**Problem.** A crystal of MoSi₂ is squeezed or stretched uniformly by a few percent of its volume, and its energy rises. The table lists this rise from density-functional calculations at seven volumes, per atom and counted from the bottom of the fitted energy curve. That bottom lies at $V_0 = 13.566$ Å³ per atom, and the bulk modulus there is $B_0 = 208$ GPa. The task is to estimate the energies with pencil and paper.

All-electron FLAPW calculations with FLEUR MaX-R8.1 (later development tree) and the PBE functional, without spin polarisation or spin-orbit coupling, for MoSi₂ (I4/mmm) at fixed cell shape and fractional coordinates. The k mesh is 12×12×12, the Fermi-Dirac smearing 0.05 eV and kmax 4.41 bohr⁻¹. Energies are counted from the minimum of the fitted curve.

```
volume (Å³/atom)  energy (meV/atom)
           12.61              49.76
           12.88              24.77
           13.15               8.85
           13.42               1.10
           13.68               0.66
           13.95               6.81
           14.22              18.85
```

**(a) Find a rule that needs only $V_0$ and $B_0$. Does squeezing cost the same as stretching by an equal percentage?**

*Solution.* At the best volume, the forces that pull the atoms together balance those that push them apart. A small change of volume therefore costs nothing to first order. The cost comes from the imbalance that builds up as the volume moves away, and this imbalance grows in proportion to the change. Energy is force summed along the way, so the cost grows as the square of the volume change, with the bulk modulus as the spring constant.

The spring is not the same on both sides. When atoms are pushed together, their electron clouds overlap and the repulsion rises steeply; when they are drawn apart, the bonding fades more gently. The solid thus stiffens under compression and softens under expansion, and squeezing costs more. This account of the cause is the standard theoretical one. The total energies show the stiffening itself, but don't divide it into repulsion and bonding. Part of the extra cost of squeezing is plain geometry: the same percentage of volume takes a slightly larger change of distance when squeezing than when stretching.

To put this into a formula, let $x = (V - V_0)/V_0$, and let $B'$ be the rise of the bulk modulus per unit of pressure. The curvature of the energy is $B/V$. Under compression $B$ grows and $V$ shrinks, so that near the minimum

$$\frac{d^2E}{dV^2} \approx \frac{B_0}{V_0}\,\bigl[1 - (B'+1)\,x\bigr].$$

Summing twice from the minimum gives

$$E \approx \frac{B_0V_0}{2}\,x^2\left[1 - \frac{B'+1}{3}\,x\right].$$

For many solids $B'$ is near 4, and this round value removes one parameter. The full fit to this table gives 4.43. With $p = 100\,x$, the volume change in percent, the rule becomes

$$E \approx k\,p^2\left(1 - \frac{p}{60}\right), \qquad k = \frac{B_0V_0}{2}\times 10^{-4}.$$

Since 1 eV/Å³ is 160.2 GPa, $B_0V_0$ is 17.6 eV per atom and $k$ is 0.88 meV per atom. This is the cost of the first percent. At 5 % the bracket adds or removes one twelfth, so squeezing by 5 % costs about 18 % more than stretching by 5 %.

**(b) Estimate the energies at the two ends of the table. Why do they differ so much?**

*Solution.* One more digit of the volumes is carried here, 12.611 and 14.221 Å³ per atom. For the compressed end,

$$p = 100\times\frac{12.611-13.566}{13.566} = -7.04,$$

$$E \approx 0.880\times 7.04^2\times\left(1+\frac{7.04}{60}\right) = 43.6\times 1.117 = 48.7\ \text{meV per atom}.$$

The calculation gives 49.76. For the expanded end, $p = 4.83$ and

$$E \approx 0.880\times 4.83^2\times\left(1-\frac{4.83}{60}\right) = 20.5\times 0.92 = 18.9\ \text{meV per atom},$$

against a computed 18.85.

The two factors in each product answer the question. The squares alone already give 43.6 and 20.5, because the compressed end lies further from the minimum than the expanded one. The stiffening then widens the gap. Two end points of an energy curve should therefore be compared only after their distances from the minimum have been worked out.

**(c) How good is the rule, and where does it stop working?**

*Solution.* With the unrounded volumes, the rule stays within about 2 % of the computed energy on every row, and the strongest compression is the worst case. Without the bracket, the estimate there would be 12 % too low. The plain square is too low on every compressed row and too high on every expanded one, as a spring that stiffens under compression requires.

This agreement is a test of the rule's shape more than of its power to predict, because $V_0$ and $B_0$ come from a fit to all seven energies, the two worked rows included. A stricter test uses the Birch form, a parabola in $V^{-2/3}$, which has $B' = 4$ built in and agrees with the rule for small changes. Fitted only to the four rows within 4 % of the minimum, it predicts the other three to about 0.4 meV per atom. An ordinary parabola in the volume, fitted to the same four rows, misses by up to 4.9. The output printed below gives both fits.

The rule is most easily spoilt by a poor $V_0$. The cell from which the calculations started, at 13.42 Å³ per atom, is only about 1 % smaller than the best one. If it is taken for the minimum and energies are counted from it, the estimate is nearly a third too low at the compressed end and more than half too high at the expanded end. The strain is then wrong before it is squared, and the starting cell sits on a slope, not at the bottom. The volume put into the rule should therefore be the minimum of the same energy curve that the rule is to describe, not a measured volume or one from another method.

Close to the minimum, even rounding matters. With the two-decimal volumes of the table, the estimate at 13.68 is 7 % too low, although this amounts to only about 0.05 meV per atom. Small energies are better judged by their absolute error.

Far from the minimum the formula itself breaks down. At an expansion of 40 % the bracket overtakes the square, and the estimated energy begins to fall after reaching only about 0.5 eV per atom. Pulling a crystal like this apart costs several eV per atom, so the turn is a fault of the formula. The table supports the rule from 7 % compression to 5 % expansion.

Within that range, the rule describes a cell that keeps its shape. Under real pressure the ratio of the cell edges and the silicon positions can adjust. This can only lower the total energy at each volume, but it can lower and shift the minimum too, so the table doesn't tell how the rise above the minimum would change. The rule also leaves out heat and zero-point motion, so it gives a static energy and not the free energy at a given temperature.

Output of the analysis:

```
Coefficient k of the rule (meV/atom per squared percent): 0.8804
Estimates in meV/atom:
    row  p_percent  parabola  skew_factor    rule  computed  parabola_miss  rule_miss  rule_miss_percent
  12.61     -7.038     43.61        1.117   48.72     49.76         -6.152     -1.036             -2.083
  12.88      -5.06     22.54        1.084   24.44     24.77         -2.228    -0.3272             -1.321
  13.15     -3.082     8.363        1.051   8.793      8.85        -0.4866   -0.05695            -0.6436
  13.42     -1.104     1.073        1.018   1.093       1.1       -0.02663  -0.006881            -0.6255
  13.68     0.8737    0.6721       0.9854  0.6623      0.66        0.01211    0.00232             0.3516
  13.95      2.852     7.159       0.9525   6.819      6.81         0.3492   0.008989              0.132
  14.22       4.83     20.53       0.9195   18.88     18.85          1.685     0.0319             0.1692
Largest miss of the plain parabola (meV/atom): 6.152
Largest miss of the rule (meV/atom): 1.036
Largest miss of the closed Birch form (meV/atom): 0.5235
Largest miss of the rule with printed volumes (percent): 6.958
fit of energy on 4 rows (abs(pct) < 4): constant 5.087e-05 +/- 0.0058, coefficient of fe 1.391 +/- 0.25, coefficient of fe2 19827 +/- 21; rms 0.00364, worst 13.68 -0.00496, leave-one-out rms 0.0243
  rows outside the fit (model, value, miss): 12.61 49.35, 49.76, -0.409; 12.88 24.65, 24.77, -0.122; 14.22 18.95, 18.85, 0.105
fit of energy on 4 rows (abs(pct) < 4): constant -0.01514 +/- 0.13, coefficient of pct -0.1269 +/- 0.037, coefficient of pct2 0.8882 +/- 0.021; rms 0.0805, worst 13.68 -0.108, leave-one-out rms 0.536
  rows outside the fit (model, value, miss): 12.61 44.88, 49.76, -4.88; 12.88 23.37, 24.77, -1.4; 14.22 20.09, 18.85, 1.24
Given cell taken for minimum, estimate at 12.61 (meV/atom): 34.48
Computed energy at 12.61 above the given cell (meV/atom): 48.66
Given cell taken for minimum, estimate at 14.22 (meV/atom): 28.21
Computed energy at 14.22 above the given cell (meV/atom): 17.75
Expansion at which the rule turns over (percent): 40
Energy of the rule at that turnover (meV/atom): 469.5
```
